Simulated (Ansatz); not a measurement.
Computed with Ansatz 0.2.0, DFT PBE, scalar-relativistic, plane waves, PAW. All cells share a 420 eV cutoff and Γ-centred k meshes spaced at most about 0.3 Å⁻¹ (about 0.25 or finer for metals, 2π included). No spin polarisation in the final relaxations.

These are static total energies at zero pressure.

Two forms of Cd4Te were relaxed alike.

A. Space group Im-3m (No. 229), cubic, a = 6.956 Å. Cd is surrounded by 2 Te at 3.01 Å and 6 Cd at 3.48 Å; Te is surrounded by 8 Cd at 3.01 Å.

B. Space group Pm-3m (No. 221), cubic, a = 5.818 Å. Cd on a site of symmetry 4/mmm has 2 Te at 2.91 Å and 12 Cd at 4.11 Å; Cd on a site of symmetry m-3m is surrounded by 12 Cd at 4.11 Å (long contacts); Te is surrounded by 6 Cd at 2.91 Å.

**Question.** Which form is favoured at zero pressure, and by what margin per atom?

**Answer.** A is lower, by 68 meV/atom. A has space group Im-3m (No. 229), 33.7 Å³/atom and no gap on its mesh; B has space group Pm-3m (No. 221), 39.4 Å³/atom and no gap. Counting Cd atoms around Te (those within 1.25 times the shortest such distance or 1.15 times the sum of covalent radii), A has Te 8 and B has Te 6. The denser one is the lower, and pressure would at first widen the difference. Even the lower one lies +0.31 eV/atom against the reference forms of the elements (uncorrected), so neither is stable at this level. Both come from invented guesses. A third cell relaxed alike, in I4/m, lies 247 meV/atom below the lower of the two.

Spin–orbit coupling, which can matter for Te, is left out. Cells relaxed within their symmetry can be saddle points.

The preference for A probably reflects how evenly the cadmium is bound. In B the Cd–Te contacts are shorter, but one cadmium in four has no tellurium neighbour and only other Cd at 4.11 Å, far beyond the spacing in the metal, so it contributes little cohesion. In A every cadmium touches two Te, and the Cd–Cd separation of 3.48 Å allows some weak metallic overlap, which apparently outweighs the longer Cd–Te contacts.

The missing gap fits the electron count: tellurium needs only the two valence electrons of one cadmium to fill its p shell, leaving the other cadmium s electrons in Cd-derived, metal-like states. The same surplus helps explain why neither form competes with the elements. The I4/m cell, though much lower, does not close that deficit either. This agrees with the known chemistry of the system, where CdTe is the established compound and excess cadmium separates as metal. The ordering of A and B therefore compares two unfavourable packings and does not identify a ground state for Cd4Te.
